Q: I calculated this metal on a 9×9×9 k mesh with five occupation widths. The energy at zero smearing, measured from the reference, hardly changes along the scan. Can I call it converged?

Ansatz 0.2.0, plane-wave PAW, scalar-relativistic r2SCAN, no spin polarisation, cutoff 500 eV: Sn, I4/mmm, 1 atom in the cell, conventional a = 3.182, c = 5.831 Å, held fixed. The rows use Gaussian smearing on a 9×9×9 k mesh, the reference 0.1 eV Gaussian smearing on 18×18×18. "Energy" is the energy at zero smearing; pressure is positive in compression.

```
occupation width (eV)  energy less reference (meV/atom)  free energy less reference (meV/atom)  pressure less reference (GPa)
                 0.01                              9.02                                   10.3                          0.034
                 0.05                              8.95                                   9.81                          0.133
                  0.1                              8.81                                   8.62                          0.153
                  0.2                              8.73                                   4.25                          0.142
                  0.4                              9.56                                  -13.9                          0.158
```

A: Only with respect to the width, and only on this mesh. Look at the 0.1 eV row, which has the same occupation rule and width as the reference and differs only in its k mesh. Its energy is still 8.81 meV per atom above the reference, so that whole amount comes from the mesh. It is about ten times the spread of the column over all five widths. Your scan varied a setting to which the main error hardly responds.

Q: I thought smearing was meant to help a coarse mesh. Why doesn't it here?

A: In a metal the occupation of a band drops from full to empty at the Fermi surface, and a coarse mesh traces that edge with too few points. Smearing helps once the drop is spread over neighbouring mesh points. The width must then be comparable with the energy change along a band from one point to the next. For free electrons that change is the slope of ħ²k²/2m at the Fermi surface times the mesh spacing Δk. Tin's four valence electrons in this cell give a Fermi wave number kF of about 1.6 Å⁻¹, and so

energy step ≈ (ħ²/m) × kF × Δk
≈ 7.6 eV Å² × 1.6 Å⁻¹ × 0.23 Å⁻¹ ≈ 3 eV

Even the widest smearing, 0.4 eV, is small beside this, so on this mesh the edge should stay rather sharp. The estimate holds only to an order of magnitude, because tin's bands are not free-electron bands. The nearly constant energies agree with the argument but don't prove it. An insulator with a wide gap has no such edge, so its energy would settle much faster with the mesh and would barely notice these widths.

Q: The free energy does respond. At 0.2 eV its difference from the reference is half that at 0.1 eV. Is 0.2 eV the better choice?

A: No, there a second error hides the first. Smearing lifts some electrons to higher levels, which costs energy, but the entropy term lowers the free energy by about twice that cost. The number of electrons involved grows with the width, and so does the energy by which each is shifted. The net lowering therefore grows as the width squared. The energy at zero smearing has this lowering added back, which is why it stays nearly level.

On your mesh the lowering is 1.5 meV per atom at 0.1 eV, 5.8 at 0.2 eV and 25 at 0.4 eV, close to the expected fourfold rise per doubling. Between 0.05 and 0.1 eV the rise is weaker, so the lowering at 0.05 eV is larger than the square law would give. The coarse mesh is a likely reason: at so narrow a width, a few levels that happen to lie close to the Fermi energy can carry much of the effect. The reference has a lowering of its own, 1.32 meV per atom, so the 0.2 eV row splits into

free energy less reference = 8.73 − (5.80 − 1.32) = 4.25 meV per atom

The energy at zero smearing is still 8.73 meV per atom from the reference; the extra lowering merely covers half of that. At 0.4 eV the lowering has overshot and the difference is −13.9 meV per atom. Somewhere between these two widths the free energy would match the reference exactly, on a mesh that is no better than before. Methfessel–Paxton smearing removes the width-squared term, and with it most of this false improvement, but it would not repair the mesh.

Q: Then I'd trust the narrowest width. At 0.01 eV the pressure is only 0.034 GPa from the reference, far closer than in the other rows.

A: Look at the stress along each axis before you trust the average. Compared with the reference, it has changed by −0.46 GPa along x and along y, and by +1.03 GPa along z. The pressure is the mean of the three, and there the changes nearly cancel. The stress along z less that along x even has the opposite sign to the reference, so a relaxation of the cell's shape would be expected to set off in the opposite direction.

The energy alone can't tell you how large such a stress error is, or along which axis it acts. A likely reason is that moving electrons between two states close to the Fermi energy costs almost nothing, yet the two states may respond quite differently to a stretch along z. In this row both mesh and width differ from the reference, but the 0.1 eV row lets you separate them. There only the mesh differs, and the stress has changed by −0.24 GPa along x and along y and by +0.95 GPa along z, so part of the error cancels in that average too. Going from 0.1 to 0.01 eV on the same coarse mesh adds about −0.22 GPa along x and along y and +0.08 GPa along z. The narrower width thus takes the stress along every axis further from the reference, and only the average comes closer.

Q: What should I do differently next time?

A: Keep the width fixed and refine the mesh until the energy and each stress component settle; only then vary the width. Compare the free energy with the energy at zero smearing as well, because a gap that grows as the width squared is the mark of smearing. The same test is still due for the reference: its 18×18×18 mesh only halves the energy step, so 8.81 meV is the difference between two meshes, not the distance to the exact limit. The output below lists the lowering for each row and the stress changes; the lowering at 0.01 eV is smaller than the rounding of the table, so its printed value means nothing.

Numerical output:

```
Lowering of the free energy below the zero-smearing energy in meV per atom:
   row  lowering
  0.01    0.0363
  0.05    0.4563
   0.1     1.506
   0.2     5.796
   0.4     24.78
Same lowering in the reference run (meV/atom): 1.316
Order of the lowering in width from 0.05 to 0.1 eV: 1.723
Order of the lowering in width from 0.1 to 0.2 eV: 1.944
Order of the lowering in width from 0.2 to 0.4 eV: 2.096
Mesh error of the zero-smearing energy at equal width 0.1 eV (meV/atom): 8.81
Spread of the zero-smearing energy over all widths (meV/atom): 0.83
Mesh error divided by that spread: 10.61
Spread of the free energy over all widths (meV/atom): 24.2
Stress change along x and along y for width 0.01 eV (GPa): -0.4642
Stress change along z for width 0.01 eV (GPa): 1.03
Mean of the three stress changes (GPa): 0.03392
Stress along z less along x for width 0.01 eV (GPa): 0.2522
Stress along z less along x in the reference (GPa): -1.242
Free-electron energy change between neighbouring points of the 9x9x9 mesh, order of magnitude (eV): 2.736
```
